# Poole-Frenkel lowering and the three-dimensional emission factor

A defect in a depletion region empties in a field of $10^4$ to $10^5$ V/cm. If the carrier leaves behind a centre of opposite charge, the field opens a pass in the Coulomb wall, and thermal emission speeds up. I will derive the height of that pass, then the direction-averaged emission factor, and then ask how far each can be trusted for a thermal donor in silicon.

## Premises

1. After an electron (charge $-q$, $q>0$) has left, the centre carries charge $+Zq$. Outside a small core the potential energy is $-A/r$ with $A = Zq^2/(4\pi\varepsilon)$ and $\varepsilon=\varepsilon_r\varepsilon_0$ (SI).
2. The field has uniform magnitude $F$. I choose $+z$ along the force on the electron, so the field points along $-z$; $\theta$ is measured from $+z$ and $\mu=\cos\theta$. The energy zero is the conduction band edge at the site of the centre with the Coulomb term removed.
3. The bound level stays at $-E_i$ in the field.
4. Escape is classical and thermally activated: lowering the barrier by $\delta$ multiplies the rate by $e^{\delta/kT}$ and leaves the prefactor alone.
5. Attempts are isotropic, and each direction is an independent radial channel with its own barrier.
6. Channels with $\mu<0$ keep their zero-field rate.

Premises 1 to 3 fix the lowering. Premises 5 and 6 define the angular model and are the weakest.

## Step 1: the barrier along a ray

The potential energy is
$$U(r,\theta) = -\frac{A}{r} - qFr\mu .$$
At $F=0$ it rises to $0$ at infinity, so the barrier is $E_i$. For $\mu>0$, the condition $\partial U/\partial r = A/r^2 - qF\mu=0$ gives
$$r_m(\mu)=\sqrt{\frac{A}{qF\mu}} .$$
Since $\partial^2U/\partial r^2=-2A/r^3<0$, this is a maximum along the ray. At $r_m$ the two terms are equal, each $-\sqrt{AqF\mu}$, so
$$U(r_m) = -2\sqrt{AqF\mu} = -\Delta E\sqrt{\mu},$$
$$\boxed{\Delta E = 2\sqrt{AqF} = q\sqrt{\frac{ZqF}{\pi\varepsilon}}},\qquad r_0\equiv r_m(1)=\sqrt{\frac{A}{qF}} .$$
The barrier in direction $\mu$ is $E_i-\Delta E\sqrt\mu$. Counting only the direction $\mu=1$ gives Frenkel's result of 1938, $e(F)/e(0)=e^{t}$ with $t=\Delta E/kT$.

**Question.** *Is $Z$ the charge of the centre before or after emission?*

After. The departing electron is attracted by what it leaves behind. A $0/+$ donor transition has $Z=1$, and a $+/\!+\!+$ transition has $Z=2$. An acceptor going from $-$ to $0$ by electron emission has $Z=0$ and no $\sqrt F$ lowering at all, which is why the effect serves to assign charge states. Thermal donors are double donors, so the factor $\sqrt Z$ will matter.

**Question.** *Why is this twice the Schottky lowering at a metal contact?*

There the attraction is to an image charge that moves with the electron. At distance $x$ from the metal the force is $q^2/[4\pi\varepsilon(2x)^2]$, and its integral from infinity is $-q^2/(16\pi\varepsilon x)$. So $A$ is a quarter of its $Z=1$ value, and $2\sqrt{AqF}$ is halved.

## Step 2: averaging over directions

By premises 4 to 6 a solid angle $d\Omega$ contributes $e(0)\,d\Omega/4\pi$ times its own Boltzmann gain. With axial symmetry $d\Omega/4\pi\to d\mu/2$, and
$$H(t)\equiv\frac{e(F)}{e(0)}=\frac12\int_0^1 e^{t\sqrt\mu}\,d\mu+\frac12\int_{-1}^0 d\mu .$$
The second term is $1/2$. In the first put $\mu=s^2$, $d\mu=2s\,ds$, and integrate by parts:
$$\int_0^1 s\,e^{ts}ds=\left[\frac{s\,e^{ts}}{t}\right]_0^1-\frac1t\int_0^1e^{ts}ds=\frac{e^t}{t}-\frac{e^t-1}{t^2}.$$
Collecting terms over $t^2$,
$$\boxed{\frac{e(F)}{e(0)}=H(t)=\frac{1+(t-1)e^{t}}{t^2}+\frac12},\qquad t=\frac{\Delta E}{kT}.$$
This is Hartke's formula of 1968.

## Step 3: limits and slopes

Expanding the exponential under the integral gives $\int_0^1 s\,e^{ts}ds=\sum_n t^n/[n!\,(n+2)]$, so
$$H=1+\frac t3+\frac{t^2}{8}+\dots\quad(t\ll1),\qquad H\simeq \frac{e^t}{t}\left(1-\frac1t\right)\quad(t\gg1).$$
The factor $1/t$ is a solid angle. Near the axis $\sqrt{\cos\theta}\simeq1-\theta^2/4$, so the gain is $e^te^{-t\theta^2/4}$. It falls by $1/e$ at $\theta=2/\sqrt t$, and $\tfrac12\int_0^\infty e^{-t\theta^2/4}\theta\,d\theta=1/t$.

Differentiating the closed form gives $tH'=e^t-2(H-\tfrac12)$. Two practical quantities follow. Because $t\propto F^{1/2}$,
$$\frac{d\ln H}{d\ln F}=\frac{tH'}{2H}.$$
At zero field detailed balance gives $e(0)\propto\sigma v_{th}N_c\,e^{-E_i/kT}$, with $v_{th}N_c\propto T^2$. If the cross-section $\sigma$ does not depend on temperature, the Arrhenius plot of $e/T^2$ at fixed field has the apparent activation energy
$$E_{app}=-\frac{d\ln(e/T^2)}{d(1/kT)}=E_i-\Delta E\,\frac{H'}{H},$$
which tends to $E_i-\Delta E+kT$ for large $t$. The apparent lowering is smaller than $\Delta E$ by about $kT$.

**Question.** *Against the field the potential climbs for ever. How can that hemisphere emit at its old rate?*

Along a straight ray it cannot: for $\mu<0$, $U$ has no maximum. A real electron starting backwards is turned round and either escapes forwards or is recaptured. The $1/2$ is a convention that makes $H(0)=1$. Its relative weight is $1/(2H)$, so it is harmless when $t$ is large, and half the answer when $t\to0$.

**Question.** *And are the radial maxima real barriers?*

Only one is a stationary point. Since $\partial U/\partial\theta=qFr\sin\theta$, an electron at $r_m(\theta)$ off the axis feels a sideways force towards it. The true bottleneck is the saddle at $z=r_0$. With $\rho$ the distance from the axis and $\zeta=z-r_0$, the second derivatives of $-A/r$ give
$$U\simeq-\Delta E-\tfrac12\kappa\zeta^2+\tfrac14\kappa\rho^2,\qquad \kappa=\frac{2A}{r_0^3}.$$
So the exponent $e^t$ is geometry, while the power of $t$ in front depends on how electrons reach and cross the saddle.

## Step 4: how model-dependent is the prefactor?

Take the opposite transport limit, in which the electron diffuses with a mean free path much shorter than $r_0$. The current density is $\mathbf j=-De^{-U/kT}\nabla\!\left(ne^{U/kT}\right)$. Near the centre $ne^{U/kT}=n_0$, fixed by equilibrium with the bound level and independent of $F$ by premise 3; far away it vanishes.

At zero field the total flux $J_0=4\pi r^2j$ is constant. Dividing by $r^2e^{-U/kT}$ and integrating over $r$,
$$J_0=\frac{4\pi Dn_0}{\int_0^\infty r^{-2}e^{-r_c/r}dr}=4\pi Dn_0r_c,\qquad r_c=\frac{A}{kT},$$
where $r_c$ is the capture radius, at which the Coulomb energy equals $kT$. At large $t$ the drop in $ne^{U/kT}$ occurs across the saddle, where the quadratic $U$ separates. Each line parallel to $z$ carries $j=Dn_0/\int e^{U/kT}d\zeta$, and summing over the cross-section gives
$$J=Dn_0e^{t}\,\frac{\int_0^\infty e^{-\kappa\rho^2/4kT}2\pi\rho\,d\rho}{\int_{-\infty}^\infty e^{-\kappa\zeta^2/2kT}d\zeta}=Dn_0e^t\frac{4\pi kT/\kappa}{\sqrt{2\pi kT/\kappa}}=Dn_0e^t\sqrt{\frac{4\pi r_0^3}{r_c}} .$$
From the definitions, $r_c/r_0=\sqrt{AqF}/kT$, that is
$$t=\frac{2r_c}{r_0},\qquad\text{so}\qquad \frac{J}{J_0}=\sqrt{\frac2\pi}\,\frac{e^t}{t^{3/2}} .$$
Onsager solved this diffusion problem for all fields in 1934. I quote his result, which in our notation reads $2I_1(t)/t$, with $I_1$ the modified Bessel function; its large-$t$ form is the expression just derived. Same exponent, different power of $t$.

The identity $t=2r_c/r_0$ also gives the lower limit of the barrier picture. For $t<2$ the saddle lies outside the capture radius, where the Coulomb energy is below $kT$ and no longer confines the electron. The term $t/3\propto\sqrt F$ in $H$ comes from that region and should not be trusted; the diffusive result starts as $1+t^2/8$, linear in $F$.

## Numerical illustration: a thermal donor in silicon at $10^4$ V/cm

Thermal donors are oxygen-related double donors of oxygen-rich silicon. Typical ionisation energies are about 0.07 eV for $0/+$ and about 0.15 eV for $+/\!+\!+$. I treat the deeper transition, $Z=2$, at an assumed 70 K, in the range where it is typically followed by capacitance transients. The permittivity is the compiled static value 11.7 (Ioffe Institute, 300 K). Then $kT=6.032$ meV and $qF=10^{-3}$ eV/nm.

| quantity | $Z=1$ | $Z=2$ |
|---|---|---|
| $A$ (eV nm) | 0.1231 | 0.2461 |
| $r_0$ (nm) | 11.09 | 15.69 |
| $\Delta E$ (meV) | 22.19 | 31.38 |
| $t$ at 70 K | 3.678 | 5.202 |
| $e^t$ | 39.6 | 181.6 |
| $H(t)$ | 8.41 | 28.7 |

The $Z=1$ column gives the lowering of the $0/+$ transition, and it shows that dropping $Z$ for the deeper one would understate the enhancement by a factor of 3.4. For $Z=2$ the emission cone has half-angle $2/\sqrt t=50^\circ$, the backward hemisphere supplies 1.7 per cent of $H$, and $r_c=40.8$ nm. Further, $tH'/H=4.354$, so $d\ln H/d\ln F=2.18$, the apparent lowering is 26 meV, and $E_{app}\approx0.12$ eV. The diffusive limit gives $2I_1(t)/t=11.3$ (12.2 from the saddle formula), a factor 2.55 below $H$. Its apparent lowering follows from $d\ln(I_1/t)/dt=I_2/I_1$ and is $\Delta E\,I_2/I_1=23$ meV.

**Question.** *Which transport limit is silicon in at 70 K?*

With a typical mobility of $10^4$ cm$^2$/(V s), a typical conductivity mass $m_c=0.26\,m_0$ and $v_{th}=\sqrt{3kT/m_c}$, the mean free path $v_{th}m_c\mu_n/q$ is 0.16 µm, ten times $r_0$. So it is not diffusive. That does not prove premise 5 either: in the ballistic case the electron climbs through excited states by absorbing phonons, and the rate of that climb enters the prefactor. I use the diffusive number only as a gauge of how far the prefactor can move.

**Question.** *Static or high-frequency permittivity?*

In a polar crystal one must ask whether the lattice follows the escape. Silicon has no infrared-active optical phonon at first order, so the two practically coincide. The compiled high-frequency value 11.85 (Skelton 2020) lies above the static 11.7, which reflects the spread between sources. Using it lowers $H$ by 3 per cent. Since $H$ depends on $F/\varepsilon$, the sensitivity is again 2.18, and a typical fall of $\varepsilon_r$ by about 2 per cent on cooling raises $H$ by about 4 per cent.

**Question.** *Does the level really stay put?*

Model the $+$ state as hydrogen-like, with radius $a=A/2E_i=0.82$ nm, so $r_0/a=19$. The quadratic Stark shift of a hydrogenic ground state is $-\tfrac98(qFa)^2/E_i$, here 0.005 meV in magnitude. Premise 3 holds. The large $r_0/a$ also shows that the saddle lies far outside the core, and that in the $0/+$ transition the remaining electron screens the charge to $Z=1$ well inside $r_0$.

**Question.** *At 70 K, surely it tunnels?*

Through the top of the saddle, a little. The barrier frequency is $\omega_b=\sqrt{\kappa/m}=\sqrt{2qF/(mr_0)}$. With the typical transverse mass $0.19\,m_0$, the lightest choice, $\hbar\omega_b=7.15$ meV and $u=\hbar\omega_b/kT=1.185$. A parabolic barrier transmits $P(\epsilon)=[1+e^{-2\pi\epsilon/\hbar\omega_b}]^{-1}$ at energy $\epsilon$ above its top, and for $u<2\pi$
$$\int_{-\infty}^{\infty}P(\epsilon)\,e^{-\epsilon/kT}\frac{d\epsilon}{kT}=\frac{u/2}{\sin(u/2)}=1.06 .$$
The two transverse modes have frequency $\omega_b/\sqrt2$, and quantising each multiplies its partition function by $(v/2)/\sinh(v/2)$ with $v=u/\sqrt2$. To order $\hbar^2$ the product is $1+u^2/24-2v^2/24=1$, a consequence of $\nabla^2U=0$; the full harmonic product is 1.001. The anisotropic valley mass spoils this cancellation, so take several per cent as the size. Because $\omega_b\propto F^{3/4}$, the limit $u=2\pi$ is reached at $9\times10^4$ V/cm, beyond which thermally assisted tunnelling well below the top dominates.

**Question.** *Thermal donors are neither spherical nor a single species.*

Both true. Their low symmetry threatens premise 5. With an azimuthally averaged attempt weight $w(\mu)$, normalised to $\tfrac12\int_{-1}^1w\,d\mu=1$, the cone argument gives $H\simeq w(1)e^t/t$: a weight $3\mu^2$ would triple the leading term. Again the prefactor moves and the exponent does not. The family matters more in practice. Its members typically differ in $E_i$ by a few tens of meV, as much as $\Delta E$ itself. $H$ is the same for all of them, but an unresolved signal gives $E_{app}$ for a mixture. The field dependence on one sample tests the lowering; a single activation energy does not.

## What this does to junction currents

In a depleted region capture is negligible. A level with occupation $f$ obeys $fe_n=(1-f)e_p$ in steady state, so $N_t$ centres per volume generate pairs at
$$G=N_t\frac{e_ne_p}{e_n+e_p},\qquad \frac{G(F)}{G(0)}=\frac{H\,(e_n+e_p)}{He_n+e_p},$$
where the second form uses zero-field rates and enhances $e_n$ only. That is the donor case, because the hole leaves a neutral or positive centre and has no attractive well to escape. The slower step controls $G$. A donor level well below midgap has $e_n\ll e_p$ and gains the full $H$ until $He_n$ approaches $e_p$. The thermal donor is the opposite case. With the compiled gap 1.12 eV (Wing 2021, 300 K) and comparable prefactors, $e_p/e_n\sim e^{-(E_g-2E_i)/kT}=1.7\times10^{-14}$ at 300 K. Then $G\simeq N_te_p$, and $H$ cancels. The effect shows in emission transients, not in the steady generation current.

**Question.** *The junction field is not uniform.*

On the scale of $r_0$ it is. For an assumed doping $N=10^{15}$ cm$^{-3}$ the field falls linearly from $10^4$ V/cm to zero over $\varepsilon F/qN=0.65$ µm, so it changes by 2.4 per cent over $r_0$. An ionised dopant at the distance $(3/4\pi N)^{1/3}=62$ nm adds 320 V/cm in a random direction, up to about 7 per cent in $H$ for one centre. Across the depletion layer, however, $H$ runs from 28.7 down to 1. One applies $H(F(x))$ locally, and a transient from a wide region is not a single exponential.

## Range of validity

- **Charge:** the centre left behind must attract the carrier, with $Z$ counted after emission.
- **Low field:** $t>2$, so that $r_0<r_c$. For $Z=2$ in silicon this means $F>1.5\times10^3$ V/cm at 70 K, or $T<182$ K at $10^4$ V/cm.
- **High field:** $\hbar\omega_b$ well below $2\pi kT$, here $F$ well below $9\times10^4$ V/cm. The absolute ceiling $\Delta E=E_i$, at $F=E_i^2/(4Aq)=2.3\times10^5$ V/cm, lies beyond that.
- **Lengths:** $a\ll r_0$, and $r_0$ small against the dopant spacing and the depletion width.
- **Accuracy:** $\Delta E$ rests on premises 1 to 3 and is as good as $\sqrt{F/\varepsilon}$. The power of $t$ in the prefactor rests on premises 4 to 6 and is model-dependent.

For the $+/\!+\!+$ transition at $10^4$ V/cm and 70 K the model lowers the barrier by 31 meV and speeds emission about thirtyfold, against 182 for the one-dimensional formula and 11 for diffusive escape. These are the model's numbers, not the material's. The apparent lowering, 26 meV in the angular model and 23 meV in the diffusive one, is far less sensitive to the choice than the rate.